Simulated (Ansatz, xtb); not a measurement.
Relative energy of two isomers of C6H3BN2

Structure I is `N#CC1=CC=C(C#N)B1`, a singlet and structure II is `N#CB1C=CC(C#N)=C1`, a singlet. Both are isolated molecules in the gas phase, relaxed with B3LYP-D3(BJ)/def2-SVP.

I (Å):

```
atom    x (Å)    y (Å)    z (Å)
   C  -0.3951   3.1453  -0.6618
   C   0.1039   1.8378  -0.4262
   C   0.6344   1.0140  -1.3686
   C   1.0640  -0.2910  -0.7869
   C   0.8250  -0.3522   0.5500
   C   1.1203  -1.4574   1.3899
   B   0.1643   1.0399   0.9501
   N  -0.8119   4.2193  -0.8203
   N   1.3494  -2.3447   2.1057
   H   0.7470   1.2476  -2.4301
   H   1.5141  -1.0822  -1.3916
   H  -0.2011   1.4011   2.0302
```

II (Å):

```xyz
12

C    -1.6344    1.6833    2.3906
C     0.8073    1.8532    1.0649
C     1.4278    1.0095    0.2189
C     0.5990   -0.2486   -0.0206
C     1.0536   -1.2895   -0.8830
C    -0.5650   -0.2225    0.6724
B    -0.5458    1.1538    1.4518
N    -2.4601    2.0863    3.1036
N     1.4470   -2.1232   -1.5907
H     1.2170    2.8134    1.3776
H     2.3974    1.1481   -0.2663
H    -1.3071   -1.0196    0.6469
```

Q: Which of the two would you expect CCSD(T)/def2-SVP + ΔMP2/def2-TZVPP electronic energies to favour?

A: Structure II; the calculation gives E(II) − E(I) = −10.8 kcal/mol.

The same difference at several levels:

| level | geometry | E(II) − E(I) (kcal/mol) | departure from the last row (kcal/mol) | job, with rough time for the two |
| --- | --- | --- | --- | --- |
| GFN2-xTB | GFN2-xTB | +10.7 | +21.4 | optimisation, 0.24 s |
| HF/STO-3G | GFN2-xTB | −10.3 | +0.4 | single point, 0.76 s |
| r2SCAN-D4/def2-SVP | GFN2-xTB | −9.1 | +1.7 | single point, 5 s |
| B3LYP-D3(BJ)/def2-SVP | B3LYP-D3(BJ)/def2-SVP | −9.3 | +1.4 | optimisation, 49 s |
| HF/def2-SVP | B3LYP-D3(BJ)/def2-SVP | −8.9 | +1.9 | part of the CCSD(T) run |
| MP2/def2-SVP | B3LYP-D3(BJ)/def2-SVP | −10.4 | +0.4 | part of the CCSD(T) run |
| CCSD(T)/def2-SVP | B3LYP-D3(BJ)/def2-SVP | −10.6 | +0.2 | single point |
| CCSD(T)/def2-SVP + ΔMP2/def2-TZVPP | B3LYP-D3(BJ)/def2-SVP | −10.8 |  | single point, 96 s |

As drawn, II has 1 C–B, 1 C–H in place of 1 C–C, 1 B–H.

GFN2-xTB puts the two in the other order. The largest departure from CCSD(T)/def2-SVP + ΔMP2/def2-TZVPP is that of GFN2-xTB, 21.4 kcal/mol. The last row adds to CCSD(T) the change of the MP2 difference between the two basis sets, here −0.2 kcal/mol.

With thermal terms from frequencies at re-optimised GFN2-xTB minima (ideal gas, soft modes damped towards free rotors, one conformer each, 298.15 K, 1 atm): on the last row, ΔE + ΔZPE = −9.7, ΔH = −9.7, ΔG = −10.2 kcal/mol.

The correlated steps freeze 9 core orbitals. Programs: Ansatz 0.2.0, xtb 6.7.1; the last row on 2 threads of Intel(R) Xeon(R) Platinum 8375C CPU @ 2.90GHz (Ice Lake) on a shared host.

Structure II is favoured by every method except GFN2-xTB. Hartree–Fock already recovers most of the gap, so the preference isn't chiefly a correlation effect. Both isomers keep the borole ring, with its four π electrons and formally empty boron p orbital, so antiaromatic destabilisation should largely cancel. What changes is the bonding around it: II gives up a B–H and a C–C bond for a C–H and a B–C bond. The stronger C–H bond and the polar bond between boron and the cyano carbon probably account for most of the preference, though the total energies don't separate these from the effect of moving the other cyano group along the ring.

The GFN2-xTB reversal seems to lie in its energy function rather than its structures, since r2SCAN-D4 at the same geometries favours II; an imbalance in its treatment of boron's bonds to hydrogen and carbon is a plausible source. The thermodynamic preference doesn't show that II would persist, as unhindered boroles readily dimerise by Diels–Alder addition.
